The question

Ammonia and silane attract each other weakly. Their interaction energy is a small remainder of repulsion and attraction, and density functionals divide these two in different ways. Can the result of an untried functional be judged from its nearest relative, and how far should such a judgement be trusted? Four functionals are left open in the table below, each with a close relation among the computed rows.

Counterpoise-corrected interaction energy of ammonia and silane in the gas phase (negative binds), from Ansatz 0.2.0 with def2-TZVPPD at the PBE0-D4/def2-TZVP minimum, cores frozen in correlation steps. The reference is CCSD(T) at the basis-set limit, as a rule a focal-point estimate: Hartree-Fock and MP2 correlation are extrapolated from triple and quadruple zeta, and CCSD(T) less MP2 is added from triple zeta alone. Superposition error is the corrected less the uncorrected energy.

```
   method            class  exact exchange, short range (%)  exact exchange, long range (%)  interaction (kcal/mol)  interaction less reference (kcal/mol)  superposition error (kcal/mol)
   PBE-D4              GGA                                0                               0                   -1.21                                  -0.39                            0.12
revPBE-D4              GGA                                0                               0                   -0.79                                   0.03                            0.12
  BLYP-D4              GGA                                0                               0                   -0.64                                   0.18                            0.14
r2SCAN-D4         meta-GGA                                0                               0                   -1.11                                  -0.29                            0.11
   B97M-V         meta-GGA                                0                               0                   -1.04                                  -0.22                            0.11
  PBE0-D4    global hybrid                               25                              25                   -1.04                                  -0.22                            0.09
 B3LYP-D4    global hybrid                               20                              20                       ?                                      ?                               ?
 HSE06-D4  screened hybrid                               25                               0                       ?                                      ?                               ?
  wB97X-V  range-separated                               17                             100                       ?                                      ?                               ?
  wB97M-V  range-separated                               15                             100                       ?                                      ?                               ?
   B2PLYP    double hybrid                               53                              53                    0.03                                   0.85                            0.15
       HF     Hartree-Fock                              100                             100                    0.76                                   1.58                            0.06
      MP2    wave function                              n/a                             n/a                   -0.51                                   0.31                            0.26
     CCSD    wave function                              n/a                             n/a                   -0.39                                   0.43                            0.23
  CCSD(T)    wave function                              n/a                             n/a                   -0.61                                   0.21                            0.25
```

Negative interaction energies mean binding. The column "interaction less reference" compares each method with the estimated coupled-cluster limit of -0.82 kcal/mol, so a positive entry means that the pair is bound more weakly than in this estimate. As a rule only the Hartree-Fock and MP2 parts of the estimate are extrapolated. The step from MP2 to CCSD(T) comes from triple zeta alone, and whatever basis error it keeps enters every value in the column. Deviations of a few hundredths should therefore not be used to rank methods. Every method was applied to the same PBE0-D4 structure. The energies therefore compare methods at one arrangement of the atoms, not at the minimum that each would find for itself. In this arrangement the three hydrogen atoms of ammonia face silane, and the nitrogen lone pair points away. A contact with the lone pair towards silicon would be expected to bind more strongly, but it is not computed here.

What holds the pair together

Hartree-Fock theory gives a repulsion of 0.76 kcal/mol at this structure. It already contains the electrostatic interaction between the molecules, their mutual polarisation, and the Pauli repulsion of their overlapping electron clouds. CCSD(T) in the same basis gives a binding energy of 0.61 kcal/mol. The net attraction at this structure thus comes from electron correlation.

Theory identifies the main part of that correlation as dispersion: fluctuations of the charge in one molecule induce matching fluctuations in the other. A usable functional must contain this attraction, which the D4 correction or the nonlocal term marked by V supplies. B2PLYP has no such addition here, only the part of dispersion that its scaled perturbation term brings, and it ends close to zero. Its failure to bind the pair, like the repulsion in Hartree-Fock theory, should not be blamed simply on a large share of exact exchange.

The wave-function rows need a second caution. CCSD(T) lies 0.21 kcal/mol above the estimated limit because its basis is finite; the gap does not measure a failure of the method. Nor does it show the whole basis error: as a rule the estimate corrects the Hartree-Fock and MP2 parts, but takes the step from MP2 to CCSD(T) from triple zeta alone. Against CCSD(T) in the same basis, MP2 binds too weakly by 0.10 and CCSD by 0.22 kcal/mol.

Why the parent functional matters

PBE-D4 and BLYP-D4 contain no exact exchange, yet they differ by 0.57 kcal/mol. Going from PBE-D4 to PBE0-D4, which brings in 25% exact exchange, weakens the binding by only 0.17. The choice of parent functional is therefore the larger effect in these rows.

The physics lies in the thin outer regions of the two electron clouds. There the density is low and changes quickly compared with its own size. A gradient-corrected functional strengthens the exchange energy in such regions. When two molecules approach, their opposing gradients partly cancel between them, and some of this strengthening is lost. The loss acts as a repulsion, and it is greater in functionals whose correction keeps growing at large gradients.

PBE and revPBE offer a close comparison, because they differ in just this part of the exchange formula. The version with the stronger correction, revPBE-D4, binds by 0.79 kcal/mol, whereas PBE-D4 binds by 1.21. The exchange in BLYP also has a correction that keeps growing, which fits its weak binding. Each functional has its own D4 parameters, which are meant to offset such differences, so the table shows the sum of both effects and not the exchange part alone.

Three forecasts from relatives

The simple model starts each forecast from the nearest computed relative. No parameter is fitted, and the error bars are judgements of how much the changed ingredient could matter.

B3LYP-D4 starts from BLYP-D4. The PBE-D4 to PBE0-D4 step sets the size of the error bar, but the direction is left open: exact exchange here replaces a different approximate exchange, and D4 is refitted.

B3LYP-D4: -0.64 ± 0.17 kcal/mol

HSE06-D4 starts from PBE0-D4. Both have 25% exact exchange at short range, where the electron clouds overlap. HSE06 fades it out at long range, and for two neutral molecules that should matter less.

HSE06-D4: -1.04 ± 0.10 kcal/mol

The range-separated functionals wB97X-V and wB97M-V start from B97M-V, which has the same kind of dispersion term but no exact exchange. Approximate exchange tends to spread electrons too readily from a donor to an acceptor, and full exact exchange at long range curbs this. Here, however, the usual donor, the nitrogen lone pair, points away from silane, so little transfer is expected. That leaves no firm argument for the size of a shift from B97M-V. The forecast is therefore a plain compromise, halfway between B97M-V and the estimated coupled-cluster limit:

[(-1.04) + (-0.82)] / 2 = -0.93

wB97X-V and wB97M-V: -0.93 ± 0.20 kcal/mol each

In words, all four should bind the pair, B3LYP-D4 least and HSE06-D4 most. Both range-separated functionals should bind it less than B97M-V.

The computed values

The withheld rows as computed:

```
  method            class  exact exchange, short range (%)  exact exchange, long range (%)  interaction (kcal/mol)  interaction less reference (kcal/mol)  superposition error (kcal/mol)
B3LYP-D4    global hybrid                               20                              20                   -0.77                                   0.05                            0.10
HSE06-D4  screened hybrid                               25                               0                   -1.04                                  -0.22                            0.09
 wB97X-V  range-separated                               17                             100                   -0.87                                  -0.05                            0.09
 wB97M-V  range-separated                               15                             100                   -0.87                                  -0.05                            0.11
```

All four values lie within their error bars, and the forecast order holds. The quality of the hits differs, however, and so does what can be learned from them.

B3LYP-D4: right size, instructive direction

B3LYP-D4 gives -0.77 kcal/mol, so the forecast was too weak by 0.13. This is the largest of the four misses. Exact exchange went with weaker binding on the way from PBE-D4 to PBE0-D4, but with stronger binding on the way from BLYP-D4 to B3LYP-D4. More exact exchange therefore does not have one fixed effect on a weak bond.

In hindsight the exchange argument offers a reason. Exact exchange replaces part of whatever approximation the parent uses. If the parent has too little repulsion between the molecules, the replacement adds some; if it has too much, the replacement removes some. The two families should then move towards each other, and they do: PBE-D4 and BLYP-D4 are 0.57 kcal/mol apart, PBE0-D4 and B3LYP-D4 only 0.27.

That explanation is probably incomplete. Replacing a fifth to a quarter of the exchange would not by itself halve the gap if the whole gap came from exchange. The D4 parameters change as well, and B3LYP, here in the form with VWN-RPA correlation, also alters the correlation part. The energies do not separate these contributions.

HSE06-D4: the close relative

HSE06-D4 agrees with PBE0-D4 to the digits of the table. This supports the use of PBE0-D4 as its stand-in for this pair. Exchange between two neutral molecules depends on the overlap of their electron clouds, which dies away quickly with distance, so a weak influence of the long-range part is reasonable. The dispersion parameters differ too, and a small change in exchange may have been offset by them.

The range-separated pair: a hit with a borrowed target

Both range-separated functionals give -0.87 kcal/mol, and the forecast was too strong by 0.06. They bind the pair less than B97M-V, as forecast, but the table does not show why. Electron transfer from the lone pair is an unlikely cause, because the lone pair points away from silane. These functionals also differ from B97M-V in more than their long-range exchange, since their other parameters were fitted anew.

The forecast also had help, because the estimated coupled-cluster limit was one of its two ingredients. Its success is therefore no independent evidence that long-range exchange brings a functional close to the reference. It shows that the chosen midpoint was a reasonable guess for this pair.

Was the family argument worth the trouble?

A simpler model treats all functionals with a full dispersion term as alike. Fitted to the six such rows known beforehand, it gives a single value of -0.97 kcal/mol. On the four withheld rows its typical (root-mean-square) miss is 0.13 kcal/mol, against 0.08 for the forecasts from relatives. The gain comes from the borrowed reference estimate, however. With B97M-V alone as the relative, both range-separated forecasts would have missed by 0.17 kcal/mol, and the typical miss would have been 0.14, no better than the constant. Four related functionals are also a small test; the output printed after the text gives the comparison row by row.

For a neighbouring functional, the same reasoning runs in a fixed order. First ask whether it contains the full dispersion attraction. Then find its parent and ask whether the parent's exchange is too repulsive or too little repulsive between molecules. Only then does the share of exact exchange suggest a direction, and a refitted dispersion term can still change the outcome. One pair at one structure does not establish which functional is best in general.

What the weak bond means in film growth

Silane and ammonia are precursors of silicon nitride, an insulating film used in electronic devices. The strength of the interaction at the estimated coupled-cluster limit, which leaves out zero-point motion and the deformation of the molecules, is comparable with the thermal energy kT at room temperature, 0.60 kcal/mol. Pairing also costs the molecules freedom of motion. Lasting pairs of this kind are therefore not expected in the warm gas. Film growth requires chemical bonds to break and form, and the strength of this weak contact says nothing about the barriers to those reactions.

The analysis program printed:

```
CCSD(T) less HF, same basis (kcal/mol): -1.37
BLYP-D4 less PBE-D4, both without exact exchange (kcal/mol): 0.57
PBE0-D4 less PBE-D4 (kcal/mol): 0.17
basis correction, limit less CCSD(T) (kcal/mol): -0.21
MP2 less CCSD(T), same basis (kcal/mol): 0.1
CCSD less CCSD(T), same basis (kcal/mol): 0.22
thermal energy kT at 300 K (kcal/mol): 0.5962
fit of eint on 6 rows (exx_short <= 25): constant -0.9717 +/- 0.087; rms 0.195, worst BLYP-D4 -0.332, leave-one-out rms 0.234
  rows outside the fit (model, value, miss): B3LYP-D4 -0.9717, -0.77, -0.202; HSE06-D4 -0.9717, -1.04, 0.0683; wB97X-V -0.9717, -0.87, -0.102; wB97M-V -0.9717, -0.87, -0.102; B2PLYP -0.9717, 0.03, -1; HF -0.9717, 0.76, -1.73; MP2 -0.9717, -0.51, -0.462; CCSD -0.9717, -0.39, -0.582; CCSD(T) -0.9717, -0.61, -0.362
forecasts for B3LYP-D4, HSE06-D4, wB97X-V, wB97M-V (kcal/mol): B3LYP-D4 -0.64, HSE06-D4 -1.04, wB97X-V -0.93, wB97M-V -0.93
their error bars, same order (kcal/mol): B3LYP-D4 0.17, HSE06-D4 0.1, wB97X-V 0.2, wB97M-V 0.2
computed values, same order (kcal/mol): B3LYP-D4 -0.77, HSE06-D4 -1.04, wB97X-V -0.87, wB97M-V -0.87
misses, forecast less computed, same order (kcal/mol): B3LYP-D4 0.13, HSE06-D4 0, wB97X-V -0.06, wB97M-V -0.06
rms miss of the nearest-relative forecasts (kcal/mol): 0.07762
rms miss of the single constant on the same four rows (kcal/mol): 0.1285
```
